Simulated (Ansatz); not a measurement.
The calculation used Ansatz, DFT PBE, scalar-relativistic, plane waves, PAW. Settings: cutoff 420 eV, Γ-centred meshes spaced at most about 0.3 Å⁻¹, and about 0.25 Å⁻¹ or finer for metals (2π included), Gaussian smearing. No spin polarisation in the final relaxations.

Temperature and zero-point effects are left out.

Two forms of Ge₅F were relaxed alike.

1.

```
CELL_PARAMETERS angstrom
4.66173 0.00000 0.00000
-2.33086 4.03718 0.00000
0.00000 0.00000 5.52381
ATOMIC_POSITIONS crystal
Ge 0.33333 0.66667 0.23755
Ge 0.66667 0.33333 0.23755
Ge 0.66667 0.33333 0.76245
Ge 0.33333 0.66667 0.76245
Ge 0.00000 0.00000 0.50000
F 0.00000 0.00000 0.00000
```

2.

```
CELL_PARAMETERS angstrom
-2.78709 2.78709 3.94695
2.78709 -2.78709 3.94695
2.78709 2.78709 -3.94695
ATOMIC_POSITIONS crystal
Ge 0.50000 0.50000 0.50000
Ge 0.00000 0.00000 0.50000
Ge 0.50000 0.00000 0.00000
Ge 0.00000 0.50000 0.00000
Ge 0.00000 0.00000 0.00000
F 0.50000 0.50000 0.00000
```

Task: Which would you expect to be lower, and how large is the difference?

Result: Cell 1 is lower, by 156 meV/atom. Cell 1 has space group P6/mmm (No. 191), 17.3 Å³/atom and no gap on its mesh; cell 2 has space group I4/mmm (No. 139), 20.4 Å³/atom and no gap. Counting Ge atoms around F (those within 1.25 times the shortest such distance or 1.15 times the sum of covalent radii; the shortest distance is added where it is long for a bond), cell 1 has F 14 from 2.8 Å and cell 2 has F 8 from 2.8 Å. Cell 1 holds Ge–Ge nets (shortest 2.62 Å); in cell 2 the shortest Ge–Ge distance is 2.79 Å, near bonding range too. The denser one is the lower, and pressure would at first widen the difference. In cell 1, Ge on a site of symmetry 3m is surrounded by 4 Ge at 2.62–2.69 Å, 1 Ge at 2.90 Å, 3 F at 2.99 Å and 3 Ge at 3.06 Å; Ge on a site of symmetry 6/mmm is surrounded by 2 F at 2.76 Å and 12 Ge at 3.06 Å; around F lie 2 Ge at 2.76 Å and 12 Ge at 2.99 Å (long contacts). In cell 2, Ge on a site of symmetry 2/m is surrounded by 6 Ge at 2.79 Å and 2 F at 2.79 Å; Ge on a site of symmetry 4/mmm is surrounded by 8 Ge at 2.79 Å; around F lie 8 Ge at 2.79 Å (long contacts). Both come from invented guesses.

Cells relaxed within their symmetry can be saddle points.

Cell 1 lies 156 meV/atom below cell 2, probably because its germanium nets keep shorter Ge–Ge contacts, from 2.62 Å, whereas cell 2 spreads its atoms over an fcc-like array with ordered vacancies and no Ge–Ge contact below 2.79 Å. Even the shorter contacts are stretched relative to the bond in elemental germanium, which suggests weak, delocalised bonding rather than a normal covalent network.

The fluorine environment is chemically odd in both cells. Germanium normally forms short, strong, polar bonds to fluorine, but here the nearest Ge atoms are at 2.76 Å or beyond. The likely cause is the symmetric cage site, where the forces on F cancel and it cannot move towards one or a few Ge atoms. The missing gap says little about the bonding, since an odd electron count per cell rules out a gap without spin polarisation. The ordering therefore ranks two frameworks that both leave fluorine poorly bonded, and it doesn't show that either would resist separation into germanium and its fluorides.
